## How fine a k mesh does a magnetic metal need?

In a crystal each electron level broadens into a band, whose energy varies with the wave vector k. Energy, pressure and magnetic moment are averages over all k, and a program replaces the average by a sum over a mesh of points. The table follows that sum for a six-atom cell of Ti₂Co with a gradient-corrected functional, the atoms fixed throughout. Energy and pressure are also given as differences from a 16x16x16 mesh, on which the cell moment is 1.135 μB.

Ansatz 0.2.0, PBEsol with PAW potentials made for PBE: six-atom cell of Ti₂Co, collinear spin, plane-wave cutoff 420 eV, Gaussian smearing of 0.1 eV, Γ-centred k meshes. Energies are extrapolated to zero smearing; pressure is positive in compression and corrected for the finite cutoff. The reference is the 16x16x16 mesh.

| k mesh | energy less reference (meV per atom) | pressure less reference (GPa) | pressure (GPa) | cell moment (muB) |
| --- | --- | --- | --- | --- |
| 1x1x1 | -1715.3 | -34.85 | -18.821 | 4.000 |
| 2x2x2 | 28.2 | -1.70 | 14.323 | 0.000 |
| 4x4x4 | -6.1 | -0.73 | 15.299 | 0.672 |
| 6x6x6 | 0.9 | 0.29 | 16.315 | 1.316 |
| 8x8x8 | 0.9 | 0.03 | 16.054 | 1.176 |
| 10x10x10 | -0.2 | -0.03 | 15.991 | 1.140 |
| 12x12x12 | 0.0 | -0.02 | 16.003 | 1.072 |
| 14x14x14 | 0.0 | 0.00 | 16.024 | 1.132 |

**1. Why is a single k point so far off?**

The 1x1x1 mesh keeps only the point k = 0, called Γ, and misses the energy by 1.7 eV per atom. (It also ended with a far larger moment than the other runs, in a state whose stability was not checked.) In a metal many bands are filled in one part of k space and empty in another, but a single point gives each band one and the same filling for all k. The broad bands built from 4s orbitals should suffer most, because their energy changes most with k. In a free-electron picture, the lowest of these bands has its bottom at Γ, while the next ones are expected to lie too high there to be filled. Electrons that would occupy them elsewhere in k space then go into d levels. The orbital populations of the same runs fit this: with Γ alone, the cell has about 1.7 fewer 4s electrons than in the reference and about 1.6 more 3d electrons.

This also suggests why the pressure is 35 GPa too low. In the usual picture of transition metals, the fast-moving s electrons push the lattice outward while d bonding pulls it together. Moving electrons from s to d should weaken the push, and it also strengthens the pull as far as the added d electrons enter bonding levels.

**2. How can a poorer mesh give a lower energy?**

Taking functions away from a basis set restricts the wave function and cannot lower the energy. A coarser k mesh restricts nothing; it is a cruder numerical average, and such an average can err on either side. The table shows both signs: the energy is 6.1 meV per atom too low with 4x4x4, but 0.9 meV per atom too high with 6x6x6. The lowest energy in the column, that of 1x1x1, is even the worst one. Extrapolating from two coarse meshes would be unsafe.

**3. The 2x2x2 run is non-magnetic. Is its 28 meV per atom the energy gained by magnetism?**

No. This run began with a moment and lost it on the way, so its error mixes two things: coarse sampling and a different magnetic state. The 4x4x4 row warns how large the first part may be. Its moment is only about 60 % of the reference value, which by itself should cost energy if the reference moment is the preferred one, yet its energy lies 6 meV per atom below the reference. Sampling alone must then account for at least that much. The energy of magnetism would need a non-magnetic run on a dense mesh, which is not available here.

**4. Which quantity settles last, and why?**

The moment does. From 6x6x6 on, the energy stays within 1 meV per atom of the reference, but at 12x12x12, where the energy agrees to the last printed digit, the moment is still 5.5 % too low. The 10x10x10 mesh had come within 0.01 μB, so that close agreement was no sign of convergence.

Theory gives two reasons. The energy sums over all occupied states, whereas the moment is the small difference between spin-up and spin-down electrons, decided by the few states close to the Fermi level, the energy up to which levels are filled. Moreover, the energy has a minimum at the preferred moment, and near a minimum a small shift in moment costs very little. A well-converged energy is thus weak evidence for a converged moment.

**5. Does the moment set the pressure?**

It is a tempting idea, because from 2x2x2 to 6x6x6 moment and pressure rise together. There is also a physical reason: aligning spins moves electrons into higher, less bonding levels, which usually makes a lattice want to expand. Suppose that the moment were the whole cause, and that the pressure rose in proportion to it. The two end rows then give the rise in pressure per unit of moment:

(16.315 − 14.323) GPa / 1.316 μB ≈ 1.5 GPa per μB.

From 10x10x10 to 12x12x12 the moment falls by 0.068 μB, so the pressure should change by

1.5 × (−0.068) ≈ −0.10 GPa.

The calculation gives +0.01 GPa instead. The step before it, from 8x8x8 to 10x10x10, does obey the rule, with a fall of 0.06 GPa, close to what it predicts. A rule that holds for one step and fails for the next leaves out something of similar size, and the obvious candidate is the sampling of the bands themselves. The straight-line form is not to blame. Any rule by which the pressure rises with the moment predicts a fall for the step that fails. That includes the form theory expects for small moments, a rise with the square, since turning all spins over cannot change the pressure. Runs with the moment held fixed while the mesh changes would separate the effect of the moment from that of the sampling. The printed output after this text lists this estimate for the step from 10x10x10 to 12x12x12, with most of the other differences used here.

**6. What would a narrower smearing change?**

Smearing replaces the sharp edge between filled and empty states by a gradual one, here 0.1 eV wide. The mesh has to resolve the strip of k space in which a band crosses that edge. Halving the width roughly halves the strip, so the points must lie closer together for the same accuracy. The moment should notice first, since it depends on just those states. In return, the smearing itself should distort the result less. All this is argued from theory, as every row has the same width.

**7. Which mesh is enough, and which digits can be trusted?**

That depends on the quantity wanted:

- For the energy of this cell to 1 meV per atom, 6x6x6 is enough; from 10x10x10 on, the error is at most 0.2 meV per atom.
- For the pressure, 8x8x8 and all denser meshes stay within 0.03 GPa. The step from 6x6x6 to 8x8x8 is worthwhile: it leaves the energy error at 0.9 meV per atom but removes about 0.26 GPa.
- For the moment, 8x8x8 and denser meshes scatter by up to 0.06 μB about the reference. "About 1.1 μB per cell" is a fair statement; the second decimal in the table is already uncertain, and the third has no physical meaning.

These margins cover the mesh alone, and they are measured against a reference that is itself a finite mesh. Errors from the functional, the plane-wave cutoff, the smearing and the PAW potentials, which were made for the PBE functional and not for PBEsol, come on top. The cell, too, limits what the numbers mean: it is a small model structure, whereas the known compound has a much larger cell, and a pressure of 16 GPa shows that it is squeezed below the volume this functional would choose. The moment therefore belongs to this compressed model and should not be read as a prediction for a real sample of Ti₂Co.

Printed output of the fit:

```
Mesh points and moment error:
       row  points before symmetry  moment less reference in muB
     1x1x1                       1                         2.865
     2x2x2                       8                        -1.135
     4x4x4                      64                       -0.4627
     6x6x6                     216                        0.1813
     8x8x8                     512                       0.04126
  10x10x10                    1000                      0.005259
  12x12x12                    1728                      -0.06274
  14x14x14                    2744                     -0.002741
Reference moment in muB per cell: 1.135
Reference pressure in GPa: 16.02
Co 4s electrons per atom, Gamma alone: 0.3207
Co 4s electrons per atom, reference: 0.8282
Change of 4s electrons per cell, Gamma alone less reference: -1.749
Change of 3d electrons per cell, Gamma alone less reference: 1.617
Largest energy error from 6x6x6 on in meV per atom: 0.9
Largest energy error from 10x10x10 on in meV per atom: 0.2
Largest pressure error from 8x8x8 on in GPa: 0.03
Largest moment error from 8x8x8 on in muB: 0.06274
Moment error at 12x12x12 in percent of the reference: -5.529
Moment at 6x6x6 less that at 8x8x8 in muB: 0.14
Pressure at 6x6x6 less that at 8x8x8 in GPa: 0.261
Pressure rise per moment from 2x2x2 to 6x6x6 in GPa per muB: 1.514
Moment change from 10x10x10 to 12x12x12 in muB: -0.068
Pressure change expected for that step from the moment alone in GPa: -0.1029
Pressure change computed for that step in GPa: 0.012
```
